When tin-containing semiconductors are grown from tin hydrides and chlorides, the radical SnH$_2$Cl is a plausible fragment in the gas. At roughly 600 K the thermal energy is about 0.05 eV, so an error of 0.1 eV in a reaction energy changes an equilibrium constant by a factor of about seven. The usual goal of chemical accuracy, 1 kcal/mol or 0.04 eV, keeps that factor near two. For an atomization energy between 8 and 9 eV, this means getting it right to half a per cent, unless errors cancel between the two sides of the reaction.

Electronic atomization energies of the SnH2Cl radical (doublet), computed with Ansatz 0.2.0 at the PBE0-D4/def2-TZVP geometry: unrestricted, def2 core potential on Sn, frozen cores with Sn 4d correlated. At the limit, HF and MP2 are extrapolated from def2-TZVPP and def2-QZVPP; CCSD and CCSD(T) add their difference from MP2 in def2-TZVPP.

```tsv
method	basis	basis functions	atomization energy (eV)	less CCSD(T) at the limit (eV)	less the same method at the limit (eV)
HF	def2-SVP	54	5.917	-2.712	-0.244
MP2	def2-SVP	54	7.651	-0.978	-0.783
CCSD	def2-SVP	54	7.625	-1.004	-0.863
CCSD(T)	def2-SVP	54	7.718	-0.911	-0.911
HF	def2-TZVPP	120	6.121	-2.507	-0.039
MP2	def2-TZVPP	120	8.147	-0.481	-0.287
CCSD	def2-TZVPP	120	8.201	-0.428	-0.287
CCSD(T)	def2-TZVPP	120	8.342	-0.287	-0.287
HF	def2-QZVPP	212	6.155	-2.474	-0.005
MP2	def2-QZVPP	212	8.324	-0.305	-0.111
HF	limit	n/a	6.160	-2.469	0.000
MP2	limit	n/a	8.434	-0.194	0.000
CCSD	limit	n/a	8.488	-0.141	0.000
CCSD(T)	limit	n/a	8.629	0.000	0.000
```

The atomization energy is the energy of the free atoms less that of the molecule. The column "less CCSD(T) at the limit" gives the whole error relative to the last row, and "less the same method at the limit" gives the part due to the basis. For CCSD and CCSD(T) in triple zeta this part is taken over from MP2, so the three equal values there are no finding. Errors below are relative to the last row unless another reference is named.

**(a) Which errors are cured by more basis functions, and which only by a better method?**

Hartree-Fock needs a better method. In triple zeta it is within 0.04 eV of its own limit, yet that limit is still 2.5 eV too low, more than a quarter of the atomization energy. Each electron moves in the average field of the others, so the theory leaves out how electrons of opposite spin avoid one another. Bonding brings electrons of opposite spin together in new pairs, and the molecule loses more by this neglect than the separate atoms do. A neighbouring molecule with more bonds should therefore suffer more.

The correlated methods first need a better basis. In double zeta, MP2, CCSD and CCSD(T) lie within 0.1 eV of one another, but all three are about 0.9 to 1.0 eV too low. CCSD even falls below MP2 there, an order that reverses in triple zeta. A small basis thus hides the differences for which one pays when choosing a better method.

Nor does a small basis repair MP2 by a lucky cancellation. MP2 at its limit is about 0.2 eV too low, and each finite basis lowers its result further. The two errors add.

**(b) Starting from MP2 in triple zeta, is it better to improve the basis or the method?**

It hardly matters which comes first. Going to quadruple zeta gains 0.18 eV, and going to CCSD(T) gains 0.20 eV. Either step alone leaves an error of about 0.3 eV, so both are needed.

Their costs differ. For a fixed molecule, conventional MP2 grows roughly as the fourth power of the number of basis functions, which makes the quadruple-zeta step about ten times dearer. Coupled cluster grows roughly as the fourth power of the number of empty orbitals, a factor of about 14 for the same step, on top of a much higher starting price. It is therefore sensible to let MP2 explore the large basis and to take the CCSD(T) correction from triple zeta:

$$8.324 + (8.342 - 8.147) = 8.519\ \text{eV}.$$

This lies 0.11 eV below the last row. The agreement says nothing about the recipe, because the last row was built with the same triple-zeta correction. A real test is possible one step lower: CCSD(T) in double zeta plus the MP2 gain from double to triple zeta gives 8.21 eV, whereas the direct calculation gives 8.34 eV. The recipe is 0.13 eV too low there, because the correction itself grows with the basis. About 0.08 eV of this growth comes from the step from MP2 to CCSD, and 0.05 eV from the triples, which describe the joint motion of three electrons. Yet MP2 does not simply miss more in the larger set. In the molecule, the correlation energy that CCSD adds to MP2 even shrinks, from 0.82 to 0.61 eV. It shrinks more in the free atoms, and the atomization energy feels only the difference.

**(c) How far can the extrapolated limit be trusted?**

The helium atom shows why correlation converges slowly. Where its two electrons meet, the wavefunction has a kink, which smooth orbitals reproduce badly. Orbitals of angular momentum $l$ contribute energies that fall as $l^{-4}$; summing those left out beyond $X$ gives an error proportional to $X^{-3}$. The analogy covers the kink within each pair of electrons of opposite spin; pairs of equal spin have a weaker one and converge faster. But helium has neither inner shells nor a subtraction of free atoms.

Let $X = 2, 3, 4$ stand for double, triple and quadruple zeta, and let $C_X$ be the MP2 atomization energy less the Hartree-Fock one. The law reads $C_X = C_\infty - A X^{-3}$, and the two larger sets fix both constants:

$$A = \frac{2.169 - 2.026}{1/27 - 1/64} \approx 6.7\ \text{eV}, \qquad C_\infty = 2.169 + \frac{A}{64} \approx 2.27\ \text{eV}.$$

The table's limit agrees, as it must, since it was extrapolated from the same sets with nearly the same exponent.

Double zeta was not used to fix the constants, so it can test the law. The prediction is $C_2 = C_\infty - A/8 \approx 1.44$ eV, while the calculation gives 1.73 eV. The law expects the gain to shrink about fourfold from one step to the next, but it only halves. Double zeta may simply be too small for a law that holds for large $X$, or the inner 4d shell of tin may disturb the series; no calculation here separates the two. The printed output below also includes a geometric series through all three sets, whose limit is 0.03 eV higher.

The 4d shell deserves suspicion because its electrons are correlated in a basis not designed for them. From triple to quadruple zeta, the molecule's MP2 correlation energy still grows by 6.3 eV, but only about 2 per cent of this growth reaches the atomization energy. The rest occurs equally in the free atoms and cancels. Most of it probably belongs to the compact 4d shell, which bonding changes little.

Such a cancellation need not be perfect. The known uncertainty from this source is up to about 4 kJ/mol a bond, or 0.12 eV for three bonds, nearly three times chemical accuracy. The triple-zeta correction from MP2 to CCSD(T), on which the last row rests, may also be too small, since it grew by 0.13 eV from double to triple zeta. The last row is therefore a good reference for errors of several tenths of an electronvolt, but it cannot rank methods that differ by a few hundredths.

The choice follows from the purpose. Hartree-Fock is unfit for breaking bonds, and double zeta is unfit for correlated energies. If an error of about 0.3 eV against the last row, itself uncertain by about 0.1 eV, is tolerable, CCSD(T) in triple zeta or MP2 in quadruple zeta will do for this molecule, though the error of MP2 may differ in others; the combined recipe with an extrapolated MP2 part aims at 0.1 to 0.2 eV. Chemical accuracy also requires core-valence functions on tin, a CCSD(T) correction checked in a larger basis and, for comparison with experiment, the zero-point energy and spin-orbit coupling. The latter stabilizes the free tin atom more than the molecule and lowers the atomization energy by roughly 0.3 eV, as much as the whole basis error of CCSD(T) in triple zeta.

The analysis program printed:

```
MP2 correlation part of atomization, double zeta (eV): 1.734
MP2 correlation part, triple zeta (eV): 2.026
MP2 correlation part, quadruple zeta (eV): 2.169
X^-3 law from triple and quadruple zeta, limit of correlation part (eV): 2.273
X^-3 law, predicted double-zeta correlation part (eV): 1.439
X^-3 law, double-zeta prediction less computed (eV): -0.2955
step double to triple over step triple to quadruple, computed: 2.042
same ratio demanded by X^-3: 4.108
geometric series limit less X^-3 limit (eV): 0.03289
additivity test, CCSD(T) double zeta plus MP2 step to triple zeta (eV): 8.214
additivity test, that estimate less computed CCSD(T) triple zeta (eV): -0.128
CCSD(T) less MP2, double zeta (eV): 0.067
CCSD(T) less MP2, triple zeta (eV): 0.195
gain of MP2 from triple to quadruple zeta (eV): 0.177
triples contribution, double zeta (eV): 0.093
triples contribution, triple zeta (eV): 0.141
CCSD less MP2, double zeta (eV): -0.026
CCSD less MP2, triple zeta (eV): 0.054
MP2 quadruple zeta plus triple-zeta CCSD(T) correction (eV): 8.519
that composite less CCSD(T) at the limit (eV): -0.11
HF shortfall at the limit, per cent of atomization energy: 28.61
growth of molecular MP2 correlation energy, triple to quadruple zeta (eV): 6.287
share of that growth that reaches the atomization energy (per cent): 2.275
one kcal/mol (eV): 0.04336
stated outer-core fault, 4 kJ/mol for each of 3 bonds (eV): 0.1244
rough MP2 cost factor triple to quadruple zeta, basis functions to the 4th: 9.741
rough coupled-cluster cost factor double to triple zeta, empty orbitals to the 4th: 81
rough coupled-cluster cost factor triple to quadruple zeta: 13.85
```
